**Irreducible vertex divergences of the Hubbard atom: working notes**

I want the static generalised charge susceptibility of the half-filled Hubbard atom in closed form, as a matrix in two fermionic frequencies. From it I want the temperatures at which its inverse, and with it the irreducible charge vertex, ceases to exist. Units are $\hbar=k_B=1$, $\beta=1/T$. The frequencies $\nu,\nu'$ are odd multiples of $\pi T$.

## 1. Premises and conventions

The model is one orbital with $U>0$, no field, and $\mu=U/2$:
$$H=U\,m_\uparrow m_\downarrow,\qquad m_\sigma=n_\sigma-\tfrac12,\qquad u\equiv U/2 .$$
Abbreviations used throughout: $d=\nu^2+u^2$, $d'=\nu'^2+u^2$, $t=\tanh(\beta u/2)$.

For a function $X$ of four imaginary times that depends only on time differences and is antiperiodic in each time, I define
$$\tilde X(\nu_1,..,\nu_4)=\frac1\beta\int_0^\beta d^4\tau\; e^{i\sum_j\nu_j\tau_j}X,\qquad \sum_j\nu_j=0 .$$
The generalised susceptibility at zero bosonic transfer is
$$\chi_{\sigma\sigma'}^{\nu\nu'}=\tilde G^{(2)}_{\sigma\sigma'}(-\nu,\nu,-\nu',\nu')-\beta G(\nu)G(\nu'),\qquad G^{(2)}_{\sigma\sigma'}=\langle T c^\dagger_\sigma(\tau_1)c_\sigma(\tau_2)c^\dagger_{\sigma'}(\tau_3)c_{\sigma'}(\tau_4)\rangle ,$$
with $G(\tau)=-\langle Tc(\tau)c^\dagger(0)\rangle$. The charge channel is $\chi_c=\chi_{\uparrow\uparrow}+\chi_{\uparrow\downarrow}$ and the bubble is $\chi_0^{\nu\nu'}=-\beta G(\nu)^2\delta_{\nu\nu'}$. The full vertex $F_c$ and the irreducible vertex $\Gamma_c$ are defined by
$$\chi_c^{\nu\nu'}=\chi_0^{\nu\nu'}-G(\nu)^2F_c^{\nu\nu'}G(\nu')^2,\qquad \chi_c=\chi_0-\beta^{-2}\chi_0\Gamma_c\chi_c ,$$
where products are plain matrix products in $\nu$. The second equation gives $\Gamma_c=\beta^2(\chi_c^{-1}-\chi_0^{-1})$. With these signs both vertices start as $+U$.

## 2. The Hamiltonian is the parity

Since $4m_\uparrow m_\downarrow=(-1)^N\equiv P$, we have $H=uP/2$. The empty and doubly occupied states have $p=+1$, the two singly occupied ones $p=-1$. The sector probabilities are $w_p=e^{-\beta up/2}/[2\cosh(\beta u/2)]$, so
$$w_++w_-=1,\qquad w_--w_+=t,\qquad w_pe^{p\beta u}=w_{-p}.$$
Every fermion operator flips $p$. For $\tau_a>\tau_b>\tau_c>\tau_d$ the intermediate energies therefore alternate between $pu/2$ and $-pu/2$, and collecting the exponentials gives
$$\langle O_a(\tau_a)O_b(\tau_b)O_c(\tau_c)O_d(\tau_d)\rangle=\sum_pw_p\,e^{pu\theta}\langle O_aO_bO_cO_d\rangle_p,\qquad \theta=\tau_a-\tau_b+\tau_c-\tau_d ,$$
where $\langle\cdot\rangle_p$ is the mean over the two states of sector $p$. The alternating sum $\theta$ of the ordered times is a continuous and fully symmetric function of $\tau_1,..,\tau_4$. So are
$$L=\sum_pw_pe^{pu\theta},\qquad K=\sum_pp\,w_pe^{pu\theta}.$$
When one time is moved from $0^+$ to $\beta^-$, $\theta$ becomes $\beta-\theta$. With $w_pe^{p\beta u}=w_{-p}$ this makes $L$ periodic and $K$ antiperiodic.

Now the bare operator strings, with $s_{jk}=\mathrm{sgn}(\tau_j-\tau_k)$. For one spin, $T[c^\dagger_1c_2]$ is $n$ or $n-1$, that is $m+s_{12}/2$. In both sectors $\langle m_\sigma\rangle_p=0$, and $\langle m_\uparrow m_\downarrow\rangle_p=p/4$.

*Opposite spins.* Moving an up operator past a down operator costs an anticommutation sign, which cancels the sign from $T$. The string is $(m_\uparrow+s_{12}/2)(m_\downarrow+s_{34}/2)$, and
$$G^{(2)}_{\uparrow\downarrow}=\tfrac14\,s_{12}s_{34}L+\tfrac14K .$$

*Equal spins.* The string has the form $\alpha+\alpha' m_\uparrow$, so its sector mean is $\alpha$, the infinite-temperature average for one free mode. Wick's theorem holds there with contractions $s_{jk}/2$:
$$G^{(2)}_{\uparrow\uparrow}=\tfrac14(s_{12}s_{34}+s_{14}s_{23})L .$$

*Two-point function.* The same steps give $G(\tau_2-\tau_1)=\tfrac12s_{12}\,\ell(|\tau_1-\tau_2|)$ with $\ell(\tau)=\sum_pw_pe^{pu\tau}=\cosh[u(\tau-\beta/2)]/\cosh(\beta u/2)$.

## 3. Equal spins

$n_\downarrow$ is conserved. At fixed $n_\downarrow$ the up electron is a free level at $\pm u$, and the two cases have equal statistical weight. With $g_\pm(\nu)=1/(i\nu\mp u)=(-i\nu\mp u)/d$,
$$G(\nu)=-\frac{i\nu}{d},\qquad \chi_0^{\nu\nu}=\frac{\beta\nu^2}{d^2},\qquad M(x,y)\equiv\tfrac12\sum_\pm g_\pm(x)g_\pm(y)=\frac{u^2-xy}{(x^2+u^2)(y^2+u^2)} .$$
Wick's theorem for each free level, with $\delta_{jk}\equiv\delta_{\nu_j+\nu_k,0}$, gives for arbitrary frequencies
$$W(\nu_1,\nu_2,\nu_3,\nu_4)\equiv\tilde G^{(2)}_{\uparrow\uparrow}=\beta M(\nu_2,\nu_4)\,(\delta_{12}-\delta_{14}).$$
At $(-\nu,\nu,-\nu',\nu')$ one has $\delta_{12}=1$, $\delta_{14}=\delta_{\nu\nu'}$, $\delta_{13}=\delta_{\nu,-\nu'}$. Subtracting $\beta GG'=-\beta\nu\nu'/dd'$,
$$\chi_{\uparrow\uparrow}^{\nu\nu'}=\beta\,\frac{\nu^2-u^2}{d^2}\,\delta_{\nu\nu'}+\frac{\beta u^2}{dd'} .$$

## 4. Opposite spins, the $L$ part

Let $X_1,X_2,X_3$ be the transforms of $\tfrac14s_{12}s_{34}L$, $-\tfrac14s_{13}s_{24}L$ and $\tfrac14s_{14}s_{23}L$. Each is antiperiodic in every time, because one sign factor flips while $L$ is periodic. I need $X_1$, and section 3 gives $X_1+X_3=W$. But $L$ is symmetric, so relabelling the times in $W$ produces the other pair sums. The swap $3\leftrightarrow4$ turns $s_{12}s_{34}+s_{14}s_{23}$ into $-s_{12}s_{34}+s_{13}s_{24}$. The swap $2\leftrightarrow3$ turns it into $s_{13}s_{24}-s_{14}s_{23}$. Hence
$$X_1+X_2=-\beta M(\nu_2,\nu_3)(\delta_{12}-\delta_{13}),\qquad X_2+X_3=-\beta M(\nu_3,\nu_4)(\delta_{13}-\delta_{14}),$$
and $X_1=\tfrac12[(X_1+X_3)+(X_1+X_2)-(X_2+X_3)]$. I collect the three Kronecker symbols at $(-\nu,\nu,-\nu',\nu')$:

- $\delta_{12}$: $\tfrac\beta2[M(\nu,\nu')-M(\nu,-\nu')]=-\beta\nu\nu'/dd'=\beta GG'$, which cancels the subtraction.
- $\delta_{14}$, where $\nu'=\nu$: $-\tfrac\beta2[M(\nu,\nu)+M(-\nu,\nu)]=-\beta u^2/d^2$.
- $\delta_{13}$, where $\nu'=-\nu$: $+\tfrac\beta2[M(\nu,\nu)+M(\nu,-\nu)]=+\beta u^2/d^2$.

So
$$\chi_{\uparrow\downarrow}^{\nu\nu'}=-\frac{\beta u^2}{d^2}\,(\delta_{\nu\nu'}-\delta_{\nu,-\nu'})+\tfrac14\tilde K(-\nu,\nu,-\nu',\nu').$$

## 5. The antisymmetric eigenvectors

$\tilde K$ is a symmetric function of its four arguments, because $K$ is symmetric in the times. Exchanging arguments 3 and 4 sends $\nu'\to-\nu'$, and exchanging 1 and 2 sends $\nu\to-\nu$, so $\tilde K(-\nu,\nu,-\nu',\nu')$ is even in each frequency. So is $\beta u^2/dd'$. Take, for a fixed $\bar\nu>0$,
$$v^{(\bar\nu)}_{\nu}=(\delta_{\nu\bar\nu}-\delta_{\nu,-\bar\nu})/\sqrt2 .$$
All terms even in $\nu'$ annihilate it. The matrix $\delta_{\nu\nu'}$ acts on it as $1$ and $\delta_{\nu\nu'}-\delta_{\nu,-\nu'}$ acts as $2$. Therefore $v^{(\nu)}$ is an exact eigenvector of $\chi_c$ with eigenvalue $\beta(\nu^2-u^2)/d^2-2\beta u^2/d^2$:
$$\boxed{\lambda_-(\nu)=\beta\,\frac{\nu^2-3U^2/4}{(\nu^2+U^2/4)^2}}$$
The vectors $v^{(\nu)}$ span the whole odd subspace, so $\chi_c$ is diagonal there, and it maps even vectors to even vectors. I did not need to know $\tilde K$. The factor 3 is $1+2$: one unit from the equal-spin term and two from the opposite-spin term. In the magnetic combination $\chi_{\uparrow\uparrow}-\chi_{\uparrow\downarrow}$ the sum is $-1+2$, the odd eigenvalue is $\beta/d>0$, and it has no zero.

$\lambda_-$ vanishes at $\nu=\nu^*=\sqrt3\,U/2$. The scale $\nu^*$ does not depend on $T$, but $\nu$ must be a Matsubara frequency $(2n-1)\pi T$, which fixes
$$T_n=\frac{\sqrt3\,U}{2\pi(2n-1)},\quad n=1,2,\dots,\qquad U/T_1=\frac{2\pi}{\sqrt3}=3.628,\qquad U/T_2=10.88 .$$
The bubble commutes with $\nu\to-\nu$, so $v^{(\nu)}$ is also an eigenvector of $\Gamma_c$, with
$$\gamma_-(\nu)=\beta^2\Big[\frac1{\lambda_-}-\frac1{\chi_0^{\nu\nu}}\Big]=\frac{3\beta u^2d^2}{\nu^2(\nu^2-3u^2)} .$$
This has a simple pole at $T_n$. It goes to $+\infty$ on the high-temperature side, where $\nu>\nu^*$, and returns from $-\infty$. It enters the matrix as $\tfrac12\gamma_-(\delta_{\nu\nu'}-\delta_{\nu,-\nu'})$, so only the four elements with $\nu,\nu'=\pm\nu^*$ diverge.

To call $T_1$ the first divergence on cooling I must exclude an earlier zero in the even block, and that needs $\tilde K$.

## 6. The function $\tilde K$

The time $\tau_1$ enters $\theta$ with the sign $s_{12}s_{13}s_{14}$. So $\partial_1K=u\,s_{12}s_{13}s_{14}L$ and $\partial_1L=u\,s_{12}s_{13}s_{14}K$, and differentiating once more,
$$(\partial_1^2-u^2)K=2u\,[\delta(\tau_1-\tau_2)s_{13}s_{14}+\delta(\tau_1-\tau_3)s_{12}s_{14}+\delta(\tau_1-\tau_4)s_{12}s_{13}]\,L .$$
$K$ and $\partial_1K$ are antiperiodic, so integration by parts leaves no boundary terms and $-(\nu_1^2+u^2)\tilde K=2u(T_{12}+T_{13}+T_{14})$. At $\tau_1=\tau_2$ these two times cancel in $\theta$ and $L=\ell(|\tau_3-\tau_4|)$. The product $s_{13}s_{14}$ is $-1$ when $\tau_1$ lies between $\tau_3$ and $\tau_4$ and $+1$ otherwise. Put $\Omega=\nu_1+\nu_2=-(\nu_3+\nu_4)$ and $d_j=\nu_j^2+u^2$.

For $\Omega\ne0$ the $\tau_1$ integral is $-2s_{34}(e^{i\Omega\tau_3}-e^{i\Omega\tau_4})/i\Omega$. Since $s_{34}\ell=2G(\tau_4-\tau_3)$, the remaining integrals give
$$T_{12}=-\frac{4}{i\Omega}[G(\nu_4)-G(-\nu_3)]=-\frac{4}{\nu_3+\nu_4}\Big[\frac{\nu_3}{d_3}+\frac{\nu_4}{d_4}\Big]=-\frac{4(u^2+\nu_3\nu_4)}{d_3d_4}.$$
For $\Omega=0$ the $\tau_1$ integral is $\beta-2|\tau_3-\tau_4|$, and $T_{12}=\int_0^\beta e^{i\nu_4\tau}(\beta-2\tau)\ell(\tau)d\tau$. With $z=i\nu_4+pu$ and $E=e^{z\beta}=-e^{p\beta u}$, $\int_0^\beta e^{z\tau}(\beta-2\tau)d\tau=-\beta(E+1)/z+2(E-1)/z^2$. Using $w_p(E-1)=-1$ and $w_p(E+1)=-pt$,
$$T_{12}=\sum_p\Big[\frac{\beta pt}{z}-\frac2{z^2}\Big]=\frac{2\beta tu}{d_4}-\frac{4(u^2-\nu_4^2)}{d_4^2}.$$
The second term is the $\Omega\neq0$ expression at $\nu_3=-\nu_4$, so in general $T_{12}=-4(u^2+\nu_3\nu_4)/d_3d_4+2\beta tu\,\delta_{12}/d_4$. $T_{13}$ and $T_{14}$ follow by relabelling, with spectator pairs $(2,4)$ and $(2,3)$. At $(-\nu,\nu,-\nu',\nu')$ the regular pieces add up to $-4(u^2-\nu'^2)/d'^2-8u^2/dd'$. With $\nu'^2=d'-u^2$,
$$\tfrac14\tilde K=-\beta tu^2\Big[\frac1{dd'}+\frac{\delta_{\nu\nu'}+\delta_{\nu,-\nu'}}{d^2}\Big]+2u\,\frac{2u^2(d+d')-dd'}{d^2d'^2}.$$
It is even and symmetric in $\nu\leftrightarrow\nu'$, although the derivation singled out $\tau_1$. Collecting everything,
$$\chi_c^{\nu\nu'}=\lambda_-\,\frac{\delta_{\nu\nu'}-\delta_{\nu,-\nu'}}2+\lambda_+\,\frac{\delta_{\nu\nu'}+\delta_{\nu,-\nu'}}2+\frac{c}{dd'}+\kappa\,\frac{d+d'}{d^2d'^2},$$
$$\lambda_+=\beta\frac{\nu^2-B^2}{d^2},\qquad B^2=u^2(1+2t),\qquad c=\beta u^2(1-t)-2u,\qquad \kappa=4u^3 .$$

A test. The double sum must give $\beta^{-2}\sum_{\nu\nu'}\chi_c=\beta\langle m_\uparrow(m_\uparrow+m_\downarrow)\rangle=\beta(1-t)/4$. The Matsubara sums are
$$S_1=\frac1\beta\sum_\nu\frac1d=\frac t{2u},\qquad S_2=\frac1\beta\sum_\nu\frac1{d^2}=-\frac{\partial S_1}{\partial u^2}=\frac t{4u^3}-\frac{\beta(1-t^2)}{8u^2}.$$
With $\nu^2-B^2=d-b$, $b=2u^2(1+t)$, the double sum is $S_1-bS_2+cS_1^2+2\kappa S_1S_2$. The terms without explicit $\beta$ cancel, and the rest is $\tfrac\beta4[(1-t^2)(1-t)+t^2(1-t)]=\beta(1-t)/4$, as required.

## 7. Inverting the even block

The even block is diagonal plus rank two. I solve $\chi_cx=f$ for even $f$. Let $e=d-b=\nu^2-B^2$, $\alpha=\sum x/d$, $\xi=\sum x/d^2$, $\eta=c\alpha+\kappa\xi$. Then
$$x=\frac{d^2f-\eta d-\kappa\alpha}{\beta e}.$$
Define $I_k=\beta^{-1}\sum_\nu 1/(d^ke)$, $a=\beta^{-1}\sum df/e$, $g=\beta^{-1}\sum f/e$. Inserting $x$ into $\alpha$ and $\xi$ and eliminating $\xi$,
$$q\alpha+I_0\eta=a,\qquad q\eta-r\alpha=\kappa g,\qquad q=1+\kappa I_1,\qquad r=c-\kappa^2I_2,$$
with determinant $\Delta=q^2+rI_0$ and solution $\alpha=(qa-I_0\kappa g)/\Delta$, $\eta=(ra+q\kappa g)/\Delta$. Partial fractions give $I_1=(I_0-S_1)/b$ and $I_2=(I_1-S_2)/b$. With $k=\kappa/b=2u/(1+t)$,
$$q=\frac1{1+t}+kI_0,\qquad r=c+k^2S_1+k^2bS_2-k^2I_0=-\frac{2u}{(1+t)^2}-k^2I_0 .$$
In $r$ the explicit $\beta$ of $c$ cancels against that of $S_2$. In $\Delta$ the $I_0^2$ terms cancel:
$$\Delta=\frac{1+2uI_0}{(1+t)^2},\qquad r=-2u\Delta,\qquad I_0=\frac1\beta\sum_\nu\frac1{\nu^2-B^2}=\frac{\tan(\beta B/2)}{2B}.$$
The non-diagonal part of the inverse is $-[rdd'+q\kappa(d+d')-\kappa^2I_0]/(\beta^2ee'\Delta)$. I write $d=e+b$. The coefficient of $ee'$ is $r$. The coefficient of $e+e'$ is $b(r+qk)=0$. The constant is $b^2(r+2qk-k^2I_0)=b^2k/(1+t)$. Dividing by $\Delta$ and using $b=B^2+u^2$,
$$\Gamma_c^{\nu\nu'}=U+\gamma_-\frac{\delta_{\nu\nu'}-\delta_{\nu,-\nu'}}2+\gamma_+\frac{\delta_{\nu\nu'}+\delta_{\nu,-\nu'}}2-\frac{U(B^2+u^2)^2}{(\nu^2-B^2)(\nu'^2-B^2)\,[1+\frac uB\tan\frac{\beta B}2]},$$
with $\gamma_+=\beta B^2d^2/[\nu^2(\nu^2-B^2)]$.

The apparent pole at $\nu=B$ is spurious. As $e\to0$ for one pair $\pm\nu$, $2uI_0\to4u/\beta e$. On the elements $(\nu,\pm\nu)$ the last term then tends to $-\beta b^2/2e$, which cancels $\gamma_+/2\to\beta b^2/2e$, and on elements with only one such frequency the factor $1/e$ cancels against the tangent. The determinants state the same thing compactly. By the matrix determinant lemma the even block has the determinant $\Delta\prod_{\nu>0}\lambda_+$, and $\prod_{\nu>0}(1-y^2/\nu^2)=\cos(\beta y/2)$. Relative to the bubble,
$$D_-=\cos\frac{\sqrt3\,\beta U}4,\qquad D_+=\frac{\cos\frac{\beta B}2+\frac uB\sin\frac{\beta B}2}{(1+t)^2}.$$
The zeros of $D_-$ are the $T_n$. The zeros of $D_+$ are a second family, $\beta B/2=j\pi-\arctan(B/u)$ with $j\ge1$. Their null vectors $x\propto(\eta d+\kappa\alpha)/e$ are even and spread over all frequencies, and through the last term all elements of $\Gamma_c$ diverge together. Because $t<1$, $B/u<\sqrt3$. A zero then needs $\beta B/2>2\pi/3$ while $\beta B/2<\sqrt3\beta U/4$, so $U/T>8\pi/(3\sqrt3)=4.837$. This lies beyond $3.628$, so $T_1$ is the first divergence of the static $\Gamma_c$ on cooling. Solving the condition for $j=1$ numerically gives $U/T=5.137$, between $T_1$ and $T_2$. The $T_n$ are thus all the localised divergences but not all the divergences.

## 8. The full vertex and the physical response

With $G^2G'^2=\nu^2\nu'^2/d^2d'^2$,
$$F_c^{\nu\nu'}=\frac{\beta u^2d^2}{\nu^4}\big[(2+t)\delta_{\nu\nu'}-(1-t)\delta_{\nu,-\nu'}\big]-\frac{c\,dd'+\kappa(d+d')}{\nu^2\nu'^2}.$$
The only denominators are powers of $\nu,\nu'$, and $|\nu|\ge\pi T$. Every element is finite and analytic in $U/T$ for $T>0$. The odd eigenvalue is $\phi_-=3\beta u^2d^2/\nu^4$, and it obeys the Bethe–Salpeter relation $\phi_-=\gamma_-/(1+\beta^{-2}\chi_0^{\nu\nu}\gamma_-)$. When $\gamma_-\to\pm\infty$ the ladder tends to $\beta^2/\chi_0^{\nu\nu}$ from both sides. At $\nu=\nu^*$ this is $4\beta U^2/3$, which is $4.837\,U$ at $T_1$ (numerically equal to the bound of section 7 by coincidence). The vertex correction there cancels the bubble exactly, which is what $\lambda_-=0$ says.

The physical charge susceptibility $\beta(1-t)/4$ has no feature at $T_n$. The components of $v^{(\nu)}$ add up to zero, so odd eigenvalues do not enter the double sum.

What $\lambda_-$ does control is the response to a bath. Add $\sum_{\nu\sigma}\Delta_h(\nu)\bar c_{\nu\sigma}c_{\nu\sigma}$ to the action, with $c_\nu=\beta^{-1/2}\int e^{i\nu\tau}c\,d\tau$. First-order perturbation theory gives $\delta G(\nu)=-\beta^{-1}\sum_{\nu'}\chi_c^{\nu\nu'}\Delta_h(\nu')$. A particle-hole symmetric hybridisation function is odd in $\nu$, so
$$\delta G(\nu)=-\frac{\nu^2-3u^2}{d^2}\,\Delta_h(\nu).$$
Free propagation would give $G^2\Delta_h=-\nu^2\Delta_h/d^2$. Below $\nu^*$ the response has the opposite sign, and at $\nu^*$ it vanishes. There the linearised map from bath to $G$ has a zero mode and cannot be inverted, while the self-energy $\Sigma=i\nu-\Delta_h-G^{-1}$ still changes by $-\Delta_h$. So $\delta\Sigma/\delta G$, which is $\Gamma_c/\beta$, is infinite. Schemes that take $\Gamma_c$ as input or expand $\Sigma$ in the dressed $G$ meet this singularity, whereas a ladder rewritten in terms of $F_c$ does not contain it. The divergences were reported in DMFT by Schäfer and co-workers in 2013, and the closed atomic form was given by Thunström, Gunnarsson, Ciuchi and Rohringer in 2018.

## 9. Range of validity

The results are exact, with no frequency cut-off, for the isolated half-filled atom without field, at $T>0$ and zero bosonic frequency.

- *Sign of $U$.* $\lambda_-$ depends on $U^2$, so the $T_n$ hold for attraction with $|U|$. The bound on the even family used $U>0$.
- *Low temperature.* The number of negative odd eigenvalues is the number of positive Matsubara frequencies below $\nu^*$, which grows as $\sqrt3\,U/4\pi T$. The $T_n$ accumulate at $T=0$, where $F_c$ itself grows without bound through the explicit powers of $1/T$.
- *Doping.* Away from half filling $H$ is no longer proportional to $P$ and sections 2 to 5 fail. What remains, because the imaginary-time correlator is real, is $(\chi_c^{\nu\nu'})^*=\chi_c^{-\nu,-\nu'}$. Eigenvalues are then real or come in complex-conjugate pairs, and a conjugate pair can pass to negative real part without passing through zero.
- *Bath or lattice.* A hybridisation spoils the conservation of $n_\downarrow$. A symmetric bath keeps the odd and even blocks separate, but the odd block is no longer diagonal. The natural expansion parameter at the relevant frequency is $|\Delta_hG|$, with $|G(\nu^*)|=\sqrt3/2U$. For the Bethe lattice of half bandwidth $D$, where $\Delta_h=D^2G/4$, it is $3D^2/16U^2$, or $0.02$ at $U=3D$. This is an order of magnitude for the relative shift of $T_1$, not a computed shift. It presumes a Mott insulator or a thermally disordered local moment, and says nothing about a Kondo-screened metal, where $\Delta_h$ at low frequency is not a small perturbation.

## 10. Numerical illustration: $U/T=3$ and $4$

These two values bracket $U/T_1=3.628$. The entries refer to the lowest frequency $\nu_0=\pi T$ unless marked otherwise.

| quantity | $U/T=3$ | $U/T=4$ |
|---|---|---|
| $\nu^*/T$ | 2.598 | 3.464 |
| $t$ | 0.6351 | 0.7616 |
| $B/T$ | 2.260 | 3.177 |
| $\chi_0^{\nu_0\nu_0}\,T^3$ | 0.06719 | 0.05131 |
| $\lambda_-(\nu_0)\,T^3$ | 0.02124 | −0.01107 |
| $\lambda_-/\chi_0$ at $\nu_0$ | 0.3161 | −0.2159 |
| $\lambda_-/\chi_0$ at $3\pi T$ | 0.9240 | 0.8649 |
| $\gamma_-(\nu_0)/U$ | 10.73 | −27.45 |
| $\phi_-(\nu_0)/U$ | 3.393 | 5.924 |
| $F_c^{\nu_0\nu_0}/U$ | 2.96 | 4.68 |
| $D_-$ | 0.268 | −0.161 |
| $D_+$ | 0.384 | 0.197 |
| $T\chi_c^{\rm phys}=(1-t)/4$ | 0.0912 | 0.0596 |

At $U/T=3$ the frequency $\nu_0$ still lies above $\nu^*$. All eigenvalues of $\chi_c$ are positive, since neither determinant has passed a zero since $U=0$, yet the odd component of $\Gamma_c$ is already $10.73\,U$. At $U/T=4$ the frequency $\nu_0$ lies below $\nu^*$. Exactly one eigenvalue is negative, the one belonging to $v^{(\nu_0)}$, and the irreducible vertex has come back from $-\infty$ as $-27.45\,U$, attractive for a repulsive model. The even block stays positive, although $B$ has just exceeded $\pi T$ and $\lambda_+(\nu_0)$ is negative, because the rank-two term compensates until $U/T=5.137$. Between the two columns $\phi_-$ rises smoothly from $3.393\,U$ through $4.837\,U$ at the pole to $5.924\,U$, and $T\chi_c^{\rm phys}$ falls smoothly from $0.0912$ to $0.0596$.